A crystal is squeezed to five pressures in separate calculations, and each change in the table is counted from the cell at zero pressure. Read downwards, the rows show how the resistance of rubidium to compression builds up.

Rubidium in space group I4/mmm (conventional a = 5.715, c = 5.309 Å at zero pressure), relaxed at each pressure with its symmetry kept. Ansatz 0.2.0, plane-wave PAW, PBEsol, scalar-relativistic, no spin polarisation, cutoff 420 eV, Gaussian smearing 0.1 eV. Changes are from the relaxed zero-pressure cell; "a change" refers to the primitive cell edge, initially 4.835 Å.

| applied pressure (GPa) | k mesh | volume change (%) | enthalpy change (eV/atom) | a change (%) | energy change (meV/atom) |
| --- | --- | --- | --- | --- | --- |
| 3 | 12×12×12 | -36.55 | 1.240 | -14.15 | 209.8 |
| 8 | 12×12×12 | -53.06 | 2.694 | -22.36 | 661.9 |
| 15 | 14×14×14 | -64.56 | 4.233 | -29.31 | 1357.1 |
| 30 | 16×16×16 | -75.10 | 6.600 | -37.08 | 2557.4 |
| 60 | 18×18×18 | -80.72 | 10.060 | -42.26 | 3801.5 |

### From zero to 3 GPa: why does so much volume go at once?

The first 3 GPa remove more than a third of the volume. Rubidium has large atoms, each with a single loosely held 5s electron to bind the metal. Little binding energy is thus spread over much space, and stiffness is in essence an energy per volume. Copper, with small atoms and d electrons that also take part in the bonding, would lose only about 2 % (from a rough, recalled bulk modulus of 140 GPa).

### From 3 to 8 GPa: does the metal stay that soft?

Take the limiting case of a constant bulk modulus B, the pressure needed per relative loss of volume. The volume V then falls exponentially with pressure P from its starting value V₀: V/V₀ = exp(−P/B). The 3 GPa row, where V/V₀ is 0.6345, sets the modulus, and the next row tests it:

- B = 3 GPa / ln(1/0.6345) = 6.6 GPa
- V/V₀ at 8 GPa = exp(−8/6.6) ≈ 0.30

The calculation leaves 0.47 of the volume, far more than this estimate. The metal has therefore stiffened, and the average modulus between 3 and 8 GPa is already about 17 GPa. Theory gives the general reason: electrons confined to less space gain kinetic energy, and this gain becomes steeper as the volume shrinks.

### From 8 to 30 GPa: why does the stiffening slow down?

Between the first two steps the average modulus grows by 2.5 GPa for each GPa of pressure. Over the next two steps it grows by only about 1.5 GPa, as the output after this text shows. Some slowing is normal, because in most solids the modulus gains less per GPa as the pressure climbs. In rubidium, the established reason for extra softness is a transfer of electrons from 5s to 4d states. Compression raises the spread-out 5s states faster than the more compact 4d states, so the electrons gain a cheaper way to fit into a small volume. The volumes agree with this picture but do not identify the orbitals.

One limit applies from here on. Real rubidium is body-centred cubic only up to roughly 7 GPa, whereas the calculation keeps a slightly distorted form of that structure at every pressure. The distortion, with c about 7 % shorter than a at zero pressure, should not be trusted: a body-centred cubic alkali metal resists this change of shape so weakly that even small stresses left over by the relaxation matter. The lower rows describe how this structure would respond, not the phases found in an experiment.

### From 30 to 60 GPa: does stiffness merely keep pace with pressure?

An ideal gas at fixed temperature offers a simple comparison. Its bulk modulus equals its pressure, so every doubling of pressure removes the same fraction of the volume, namely half. In rubidium the doubling from 15 to 30 GPa removes 30 % of the volume still present, and the doubling from 30 to 60 GPa only 23 %. Stiffness now grows faster than pressure. The comparison covers this proportionality alone, since a gas resists through thermal motion and the crystal here is at zero temperature.

### What might stiffen it at the end?

The a change refers to a cell edge that is also the distance between nearest neighbours. This distance falls from 4.83 Å at zero pressure to 3.04 Å at 30 GPa and 2.79 Å at 60 GPa. Two rubidium ions in contact are roughly 3.0 Å apart, so their filled 4s and 4p shells should by then overlap and repel each other. That is a plausible cause of the late stiffening, but a 5s-to-4d transfer nearing its end would act in the same direction.

### Why does the enthalpy rise so much more than the energy?

Enthalpy is H = E + PV, where E is the energy. An incompressible solid would store no energy under pressure, and its enthalpy would rise by PV alone. A soft solid also takes up work as it shrinks, and the energy's share of the enthalpy change grows from 17 % at 3 GPa to 39 % at 30 GPa. In the last step little volume is lost, so the share slips to 38 %. The rise of H is no sign of instability: its slope with pressure is the volume, which is always positive, and the favoured structure is found by comparing enthalpies at the same pressure.

### Which digits can be trusted?

Each relaxation stops slightly off its target pressure. At 3 GPa this shifts the volume change by up to about 0.2 percentage points, so even its first decimal is uncertain. The energy change is off by up to about 5 meV per atom, at 15 GPa. The enthalpy change suffers far less from this cause, because at a given pressure the correct volume is the one that minimises E + PV, and near a minimum a small error in volume costs almost nothing. These estimates cover only the missed target pressure of the compressed cells. The zero-pressure cell also misses its target slightly, and since rubidium is softest there, this shifts the volume changes a little as well. The differences between the k meshes, the use of PAW datasets made for PBE with the functional PBEsol, and the error of the functional itself come on top.

Printed output of the fit:

```
Each step from the row before (first step from zero pressure):
  row  volume lost (points of the original)  points lost per GPa  loss in % of volume at start of step  mean bulk modulus (GPa)  rise of modulus per GPa since last step  energy gained per volume lost (GPa)
    3                                 36.55                12.18                                 36.55                    6.595                                      n/a                                1.061
    8                                 16.51                3.302                                 26.02                    16.59                                    2.499                                5.061
   15                                  11.5                1.643                                  24.5                    24.91                                    1.386                                11.17
   30                                 10.54               0.7027                                 29.74                     42.5                                    1.599                                21.05
   60                                  5.62               0.1873                                 22.57                    117.3                                    3.324                                40.91
Parts of the enthalpy and lengths:
  row  PV part (eV/atom)  energy share of enthalpy change (%)  edge change by cube root of volume (%)  nearest-neighbour distance (Å)
    3               1.03                                16.92                                  -14.07                           4.151
    8              2.032                                24.57                                  -22.28                           3.754
   15              2.876                                32.06                                  -29.23                           3.418
   30              4.043                                38.75                                  -37.09                           3.042
   60              6.259                                37.79                                  -42.23                           2.792
Rough errors from missing the target pressure:
  row  target less reached pressure (GPa)  volume change (points)  energy (meV/atom)  enthalpy (meV/atom)
    3                               0.018                  0.1732              2.811             0.008434
    8                               0.016                 0.04527               1.96              0.00196
   15                               0.042                 0.05976               4.85              0.00679
   30                              -0.009                0.005273              0.856            0.0001284
   60                               0.007                0.001151             0.3736            2.179e-05
Points lost per GPa, first step over last step: 65.04
Mean bulk modulus, last step over first step: 17.78
Original volume over volume at the highest pressure: 5.187
Nearest-neighbour distance at zero pressure (Å): 4.835
c/a of the zero-pressure cell: 0.929
Edge length above that of a cubic cell of equal volume, at this c/a (%): 0.1187
```
